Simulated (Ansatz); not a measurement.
## Thermal expansion of W from its phonons

Computed with DFT PBEsol, scalar-relativistic, plane waves, PAW in Ansatz 0.2.0. Plane waves to 420 eV; Γ-centred k mesh 20×20×20; Fermi-Dirac smearing of 0.15 eV. No spin polarisation. Phonons by linear response, acoustic sum rule imposed.

Relaxed structure:
```
CELL_PARAMETERS angstrom
0.00000 1.99996 1.99996
1.99996 0.00000 1.99996
1.99996 1.99996 0.00000
ATOMIC_POSITIONS crystal
W 0.00000 0.00000 0.00000
```

In a metal, frequencies depend on the k mesh and the smearing, soft modes most. Some empty bands missed the eigensolver's threshold. Spin–orbit coupling is left out, which matters for heavy elements.

Phonons on a 2×2×2 q mesh at 0.98, 1 and 1.02 times the equilibrium volume give γ = −d ln ν/d ln V, modes matched by rank. The cell has V = 16.00 Å³ with 1 atom and B = 299 GPa. Points of the mesh (fractions of the reciprocal vectors) with their weights out of 8; the acoustic modes at Γ are left out:

| q | weight | ν (cm⁻¹) | γ | degeneracy |
| --- | --- | --- | --- | --- |
| 0.00 0.00 -0.50 | 4 | 32 | 7.79 | 2 |
| 0.00 0.00 -0.50 | 4 | 229 | 1.91 | 1 |
| 0.00 -0.50 -0.50 | 3 | 108 | 3.20 | 2 |
| 0.00 -0.50 -0.50 | 3 | 217 | 2.09 | 1 |

Problem. Work out the volume expansion coefficient at 50, 100, 300 and 800 K in Grüneisen's theory.

Solution. Each mode holds c = k_B x² eˣ/(eˣ − 1)², x = hcν/k_BT (k_B = 0.695 cm⁻¹/K). Weighted over the mesh, C_V = Σ c, γ̄ = Σ cγ/C_V and α_V = γ̄ C_V/(BV):
```
T (K) C_V (k_B a cell)    γ̄  α_V (10⁻⁶/K)
   50              1.35  6.33          24.6
  100              1.99  5.23          30.1
  300              2.53  4.63          33.8
  800              2.61  4.56          34.4
```

The classical limit of C_V is 3n = 3 k_B, less the 3/8 k_B of the three modes left out, which leaves C_V and α_V about 12 % low even at high temperature. All γ are positive, so the crystal expands at every temperature. For a cubic crystal the linear coefficient is a third of α_V. A mesh this coarse misses long acoustic waves, so the low-temperature rows are rough; B and γ are held at their static values, and the electrons' part is left out.

Problem. The zero-point energy of the cell, summed on a denser interpolated mesh, is 23.279, 22.138 and 21.012 meV at the three volumes. How far does it expand the lattice at 0 K?

Solution. P_zp = −dE_zp/dV = 2.267 meV / (0.640 Å³) × 0.16022 GPa Å³/meV = 0.568 GPa, so ΔV/V = P_zp/B = 0.19 %. This share is taken off a measured low-temperature volume before it is compared with a static calculation.

This fcc form isn't the element's structure at ambient conditions.

Cost: 6 runs of about 4.3 core-minutes in all, on Intel Xeon Platinum 8259CL (Skylake/Cascade Lake) (shared hosts).

The expansion is governed largely by the doubly degenerate branch at 32 cm⁻¹, whose γ of 7.79 far exceeds that of the stiff modes. Being thermally excited first, it dominates at 50 K; as the harder modes join in, γ̄ falls to 4.56, while α_V still rises with the heat capacity. Zero-point pressure weights modes by frequency instead, so the stiff branches count for more there.

So large a γ is typical of a mode whose restoring force nearly cancels: a small change in volume then shifts its frequency strongly. The softness probably reflects the poor match between fcc packing and tungsten's roughly half-filled d band, which favours bcc. Fcc tungsten is in fact known to be unstable against shear near zero pressure, so the real frequencies at these zone-boundary points are no evidence of dynamical stability; the unstable modes probably lie between them. The expansion coefficients are therefore best read as a formal quasiharmonic response of a constrained lattice, not as a prediction for ordinary tungsten, whose stiffer bcc lattice expands much less.
